# Reading nuclear charge and moment from two hyperfine intervals: the Breit factor run backwards

The $1s$ and $2s$ hyperfine intervals of a hydrogen-like ion share the nuclear moment but not the relativistic factor. Their ratio therefore measures $Z\alpha$, and either interval then gives the moment. This page derives the factor for both states and works through the inversion on one data set. Do it once by hand before you touch our fitting scripts.

## 1. The data

The numbers below were made for the exercise and rounded as spectroscopic data are. They belong to a one-electron ion of a stable nuclide. The uncertainties are independent standard deviations.

| quantity | value |
|---|---|
| $1s_{1/2}$ interval $\nu_1$ | 3165.9(2) GHz |
| $2s_{1/2}$ interval $\nu_2$ | 401.11(4) GHz |
| weak-field Zeeman sublevels, upper hyperfine level | 7 |
| weak-field Zeeman sublevels, lower hyperfine level | 9 |

In other units $h\nu_1 = 13.093$ meV, a wavelength of 94.69 µm, and $h\nu_2 = 1.6589$ meV.

Wanted: the nuclear charge $Z$, the nuclear spin $I$ and the magnetic moment $\mu$ with its sign. The model is a Dirac electron bound to an infinitely heavy point charge $Ze$ that carries a point magnetic dipole, treated to first order in the dipole.

## 2. The forward model

**Conventions.** The electron has charge $-e$ and mass $m$, $\mu_N = e\hbar/2m_p$, and $\mu$ is the expectation value of $\mu_z$ in the state $M_I = I$. Radii are in units of $\hbar/mc$ and Dirac energies $\varepsilon$ in units of $mc^2$. We write $x = (Z\alpha)^2$ and $\gamma = \sqrt{1-x}$. An $s_{1/2}$ state ($\kappa=-1$) is

$$\psi = \frac{1}{r\sqrt{4\pi}}\begin{pmatrix} G\,\chi \\ -iF\,(\boldsymbol\sigma\cdot\hat{\mathbf r})\,\chi\end{pmatrix},$$

with a two-component spinor $\chi$ and real radial functions that obey

$$G' - \frac{G}{r} = \Big(\varepsilon+1+\frac{Z\alpha}{r}\Big)F,\qquad F' + \frac{F}{r} = -\Big(\varepsilon-1+\frac{Z\alpha}{r}\Big)G .$$

**Interaction.** The dipole has vector potential $\mathbf A = (\mu_0/4\pi)\,\boldsymbol\mu\times\mathbf r/r^3$, and the electron couples to it through $H = ec\,\boldsymbol\alpha\cdot\mathbf A = ec\,(\mu_0/4\pi)\,\boldsymbol\mu\cdot(\mathbf r\times\boldsymbol\alpha)/r^3$. The matrices $\boldsymbol\alpha$ connect upper and lower components, so only the product $GF$ appears.

**Angular part.** Take the stretched state $M_I=I$, $m_j=+\tfrac12$. From $\sigma_k\sigma_l=\delta_{kl}+i\epsilon_{klm}\sigma_m$ follows $(\hat{\mathbf r}\times\boldsymbol\sigma)_z(\boldsymbol\sigma\cdot\hat{\mathbf r}) = i[\hat r_z(\boldsymbol\sigma\cdot\hat{\mathbf r})-\sigma_z]$. Its spin-up expectation value is $-i\sin^2\theta$, with angular average $-2i/3$. Multiplying by $-iGF$ and adding the complex conjugate gives

$$\Big\langle \frac{(\mathbf r\times\boldsymbol\alpha)_z}{r^3}\Big\rangle = -\frac43\,\mathcal R,\qquad \mathcal R = \frac{\int_0^\infty GF\,r^{-2}\,dr}{\int_0^\infty (G^2+F^2)\,dr}.$$

The prefactor is $ec(\mu_0/4\pi)\mu_N (mc/\hbar)^2 = \tfrac12\alpha\,(m/m_p)\,mc^2$, so the stretched state shifts by $E_s=-\tfrac23\alpha(m/m_p)(\mu/\mu_N)\,mc^2\,\mathcal R$. Within a $j=\tfrac12$ level the interaction acts as $a\,\mathbf I\cdot\mathbf J$, with eigenvalues $aI/2$ for total angular momentum $I+\tfrac12$ and $-a(I+1)/2$ for $I-\tfrac12$. Hence $E_s=aI/2$, and the interval $\Delta E = E_{I+1/2}-E_{I-1/2} = a(I+\tfrac12)$ equals $E_s(2I+1)/I$. A nuclear quadrupole moment has no first-order effect at $j=\tfrac12$.

**Radial part, $1s$.** With $\varepsilon=\gamma$ and $\rho=2Z\alpha r$ the solution is $G=\sqrt{1+\gamma}\,\rho^\gamma e^{-\rho/2}$, $F=-\sqrt{1-\gamma}\,\rho^\gamma e^{-\rho/2}$. In the variable $\rho$ the norm is $2\Gamma(2\gamma+1)$ and the numerator is $-Z\alpha\,\Gamma(2\gamma-1)$. The change of variable supplies $(2Z\alpha)^2$, and $\Gamma(2\gamma+1)=2\gamma(2\gamma-1)\Gamma(2\gamma-1)$, so

$$\mathcal R_{1s} = -\frac{(Z\alpha)^3}{\gamma(2\gamma-1)} .$$

**Radial part, $2s$.** Let $N=\sqrt{2(1+\gamma)}$. Then $\varepsilon=N/2$, the decay constant is $\lambda=\sqrt{1-\varepsilon^2}=Z\alpha/N$, and $2\gamma+1=N^2-1$. With $\rho=2\lambda r$, $p=1/(N-1)$ and $u=N+1-p\rho$,

$$G=\sqrt{1+\varepsilon}\,\rho^\gamma e^{-\rho/2}(u-1),\qquad F=-\sqrt{1-\varepsilon}\,\rho^\gamma e^{-\rho/2}(u+1).$$

Both integrals are averages over a weight $\rho^{k-1}e^{-\rho}/\Gamma(k)$, whose mean and variance both equal $k$.

- Norm: $G^2+F^2=\rho^{2\gamma}e^{-\rho}[2(u^2+1)-4\varepsilon u]$ and $k=2\gamma+1=N^2-1$. Then $\langle u\rangle=0$ and $\langle u^2\rangle=p^2k=(N+1)/(N-1)$, so the norm is $4Np\,\Gamma(2\gamma+1)$.
- Numerator: $GF/\rho^2=-\lambda\rho^{2\gamma-2}e^{-\rho}(u^2-1)$ and $k=2\gamma-1$. Then $\langle u\rangle=2p$, $\langle u^2\rangle=p^2(N^2+1)$ and $\langle u^2-1\rangle=2Np^2$.

With the factor $(2\lambda)^2$ from the change of variable,

$$\mathcal R_{2s} = -\frac{(Z\alpha)^3}{N^3(N-1)\,\gamma(2\gamma-1)} .$$

**Result.** Pull out the nonrelativistic value $-(Z\alpha)^3/n^3$ and call the rest $A(ns)$, the relativistic factor that goes back to Breit (1930):

$$\frac{\Delta E_{ns}}{h}=\nu_0\,\frac{Z^3}{n^3}\,\frac{\mu}{\mu_N}\,\frac{2I+1}{2I}\,A(ns),\qquad \nu_0=\frac43\alpha^4\frac{m}{m_p}\frac{mc^2}{h}=254.428\ \text{MHz},$$

$$A(1s)=\frac{1}{\gamma(2\gamma-1)}=1+\frac32x+\frac{17}{8}x^2+\dots,$$

$$A(2s)=\frac{8\,A(1s)}{N^3(N-1)}=\frac{2\big[2(1+\gamma)+\sqrt{2(1+\gamma)}\big]}{(1+\gamma)^2\gamma(4\gamma^2-1)}=1+\frac{17}{8}x+\frac{449}{128}x^2+\dots$$

The two forms of $A(2s)$ agree because $(1+\gamma)^2=N^4/4$ and $2\gamma+1=(N-1)(N+1)$. Near the origin the integrand goes as $r^{2\gamma-2}$, which is integrable only for $\gamma>\tfrac12$. Both factors have a pole at $\gamma=\tfrac12$, that is $Z\alpha=\sqrt3/2$ or $Z=118.7$, and the growth is already strong at $Z=83$, where $A(1s)=2.125$. The pole belongs to the point nucleus. An extended nucleus cuts the integral off.

## 3. The inversion

### Spin and sign

A level of total angular momentum $I\pm\tfrac12$ has $2I+2$ or $2I$ sublevels. The counts 9 and 7 give $I=7/2$, with total angular momenta 4 and 3. The level with 9 sublevels lies lower, so $\Delta E<0$. Every other factor in the result is positive, so $\mu<0$. The frequencies are $\nu_n=|\Delta E_{ns}|/h$, and $(2I+1)/2I=8/7$.

### Charge

In the ratio of the intervals $\nu_0$, $Z^3$, $\mu$, $I$ and the pole factor $1/\gamma(2\gamma-1)$ all cancel:

$$q\equiv\frac{\nu_1}{\nu_2}=N^3(N-1)=8-5x-\frac{7}{16}x^2-\dots,\qquad x=N^2\Big(1-\frac{N^2}{4}\Big).$$

The second relation is $x=1-\gamma^2$ with $\gamma=N^2/2-1$. Without relativity $q$ would be exactly 8 and would say nothing about $Z$.

The data give $q=7.892847$, with guard digits. The relative uncertainties are $6.3\times10^{-5}$ for $\nu_1$ and $10.0\times10^{-5}$ for $\nu_2$. In quadrature they make $1.18\times10^{-4}$, so $\sigma_q=9.3\times10^{-4}$. Newton's method for $N^4-N^3=q$, started at $N=2$ where the slope is 20, gives 1.994642 and then settles at $N=1.994616$. From this $x=0.02139$ and $Z\alpha=0.14625$, so $Z=20.04$. The linear shortcut $x\approx(8-q)/5$ gives 20.06, a handy check at this $Z$.

For the uncertainty, $dq/dN=4N^3-3N^2=19.81$ and $dx/dN=2N-N^3=-3.946$, hence $dx/dq=-0.1992$ and $\sigma_x=0.00019$. Since $Z\propto\sqrt x$,

$$K\equiv-\frac{d\ln Z}{d\ln q}=-\frac{q}{2x}\frac{dx}{dq}=36.8,\qquad Z=20.04\pm0.09 .$$

$Z$ is an integer, so we test the candidates directly. The last column is the moment that $\nu_1$ alone would imply.

| $Z$ | $A(1s)$ | model $q$ | (data − model)$/\sigma_q$ | $\lvert\mu\rvert/\mu_N$ from $\nu_1$ |
|---|---|---|---|---|
| 19 | 1.02964 | 7.9037 | −11.7 | 1.5417 |
| 20 | 1.03294 | 7.8933 | −0.5 | 1.3176 |
| 21 | 1.03644 | 7.8823 | +11.3 | 1.1343 |

Only $Z=20$ survives. The element is calcium, whose only stable odd-mass isotope is $^{43}$Ca, so the ion is $^{43}$Ca$^{19+}$.

### Moment

Fix $Z=20$. Then $x=0.0213005$, $\gamma=0.989292$, $N=1.994639$, $A(1s)=1.032944$ and $A(2s)=1.046908$. The nonrelativistic $1s$ interval per nuclear magneton is $\nu_0Z^3\cdot\tfrac87=2326.20$ GHz. With the Breit factors it becomes 2402.84 GHz for $1s$ and, after division by 8, 304.415 GHz for $2s$. Dividing the data by these numbers gives

- from $\nu_1$: $|\mu|/\mu_N=1.31757\pm0.00008$,
- from $\nu_2$: $|\mu|/\mu_N=1.31764\pm0.00013$.

The inverse-variance mean with the sign found above is the model's moment,

$$\mu=-1.31759(7)\,\mu_N,\qquad g_I=\frac{\mu}{I\mu_N}=-0.37645 .$$

That the two values are compatible is no new test. It is the $-0.5\sigma$ of the table seen again.

How much of the Breit factor is needed? Dropping it gives $|\mu|=1.3610\,\mu_N$, too large by 3.3 %. Keeping only $\tfrac32x$ leaves $A(1s)$ short by $9.9\times10^{-4}$, far above the data uncertainty. Adding $\tfrac{17}{8}x^2$ leaves $2.9\times10^{-5}$, about half the relative uncertainty of $\nu_1$. Use the closed form.

## 4. Uniqueness

**The root.** The polynomial $N^4-N^3-q$ has one sign change in its coefficients for $q>0$, so it has exactly one positive root. The model allows $\tfrac12<\gamma<1$, that is $\sqrt3<N<2$, where $q$ rises monotonically from $9-3\sqrt3=3.804$ to 8. On that range $x$ falls monotonically with $N$. Any $q$ between these limits fixes one $Z\alpha$. A ratio of 8 or more has no solution, which noise can easily produce for a light ion, where $8-q\approx5x$ is small.

**One line is not enough.** A single interval fixes only the product $Z^3A\,|\mu|(2I+1)/2I$. The last column of the table shows three pairs $(Z,\mu)$ that all reproduce $\nu_1$.

**The spin is not in the frequencies.** Even both intervals fix only $|\mu|(2I+1)/2I=1.5058\,\mu_N$. Had the spin been 3/2, the same lines would have meant $|\mu|=1.1294\,\mu_N$. The sublevel count removes this freedom, and the level order supplies the sign.

**The mass number is not in the model.** Radioactive odd isotopes of calcium with spin 7/2 exist as well. The assignment to mass 43 rests on the statement that the nuclide is stable. In the lab it would come from the charge-to-mass ratio of the stored ion.

## 5. How errors in the data carry through

The ratio holds its information in the small difference $8-q$, so relative errors in $q$ are magnified by $K\approx4/(5x)$ on the way to $Z$. A common scale error of both frequencies, such as a clock offset, cancels in $q$ and passes one to one into $\mu$.

Suppose $Z$ is left free as a continuous parameter. Then two data fix two unknowns. The $1s$ interval depends on $Z$ with the logarithmic slope

$$s=\frac{d\ln(Z^3A(1s))}{d\ln Z}=3+\frac{x(4\gamma-1)}{\gamma^2(2\gamma-1)}=3.07,$$

and $\delta\ln|\mu|=\delta\ln\nu_1-s\,\delta\ln Z$ with $\delta\ln Z=-K(\delta\ln\nu_1-\delta\ln\nu_2)$ gives

$$\delta\ln|\mu|=(1+sK)\,\delta\ln\nu_1-sK\,\delta\ln\nu_2,\qquad sK=113 .$$

The free inversion returns $|\mu|=1.309(17)\,\mu_N$, an uncertainty of 1.3 %, almost fully anticorrelated with that of $Z$. Knowing that $Z$ is an integer shrinks the statistical uncertainty of $\mu$ by a factor of more than 200. The step is safe here because the neighbours lie more than 11 standard deviations away. With data ten times poorer they would lie about one standard deviation away, and the moment would be ambiguous among the table entries.

## 6. What a real ion would add

The set was generated from the point-nucleus formula with $Z=20$, $I=7/2$ and an approximate moment of $-1.3176\,\mu_N$, typical of values quoted for $^{43}$Ca, plus some scatter. Getting these back tests the inversion and says nothing about calcium. On real spectra the following terms enter, and two of them exceed the statistical uncertainty of $5\times10^{-5}$ in $\mu$ by far.

**Nuclear size.** The extended charge weakens the wave function near the origin and the extended magnetisation weakens the field there. The share of the $1s$ integral that comes from $r<r_N$ gives the size. It is $\Gamma(2\gamma-1)^{-1}\int_0^{y}\rho^{2\gamma-2}e^{-\rho}d\rho$ with $y=2Zr_N/a_0$. For $\gamma\to1$ and small $y$ it tends to $y$, the form of the Zemach correction $-2Zr_Z/a_0$, where $r_Z$ is the mean distance between charge and magnetisation elements. We assume $r_N\approx4.5$ fm, a typical length for a nucleus of this mass. Then $y=3.4\times10^{-3}$ and the share is $3.9\times10^{-3}$, raised above $y$ by the same $r^{2\gamma-2}$ behaviour that causes the pole. The interval drops by about this much. The true figure depends on how the odd neutron's magnetisation is distributed (Bohr–Weisskopf effect).

**Radiative corrections.** The first two terms of the relative one-loop correction for $s$ states are $\alpha/2\pi$ from the free-electron anomaly and $\alpha\,Z\alpha\,(\ln2-\tfrac52)$ from self-energy and vacuum polarisation with one binding correction. We quote them without derivation. At $Z=20$ they are $+1.16\times10^{-3}$ and $-1.92\times10^{-3}$, together $-0.8\times10^{-3}$. The expansion converges slowly at this $Z\alpha$, so only the order $-10^{-3}$ is reliable.

**Recoil.** The reduced-mass factor lowers both intervals by $3m/M=3.8\times10^{-5}$ for $M\approx43$ u, comparable to the statistical uncertainty.

**Effect on $\mu$.** Size and radiative terms together lower the intervals by roughly 0.5 %, against a Breit enhancement of 3.3 %. Applied to real lines, the point model would return $|\mu|$ too small by about $0.006\,\mu_N$. Three significant figures would then be all that it supports.

**Effect on $Z$.** The two radiative terms and the reduced-mass factor are the same for $1s$ and $2s$ and cancel in $q$. For the size term, compare the inner shares at small $r$. The $2s$ integrand starts at $(u^2-1)/\langle u^2-1\rangle=(N+2)(N-1)^2/2$ and its variable $\rho$ is smaller by $1/N$, so

$$\frac{\text{share}(2s)}{\text{share}(1s)}\to\frac{(N+2)(N-1)^2}{2N^{2\gamma-1}}=1+\Big(\ln2-\frac{7}{16}\Big)x+\dots,$$

which is 1.005 at $Z=20$. The ratio $q$ rises by $2\times10^{-5}$ in relative terms, and the apparent $Z$ falls by 0.02. The state-dependent radiative term has the form $c\,(\alpha/\pi)\,x$ with $(\alpha/\pi)x=4.9\times10^{-5}$. Each unit of $c$ moves the apparent $Z$ by 0.036. A typical size of $c$ is about ten for hydrogen, where a logarithm of $Z\alpha$ dominates it, and a few units or less near $Z=20$. Such a shift rivals the statistical 0.09, so the decimals of the continuous $Z$ mean little for real data. It would take $|c|\approx14$ to move the result by half a unit, so the integer $Z=20$ is robust while the moment needs the size and radiative corrections before its fourth figure can be quoted.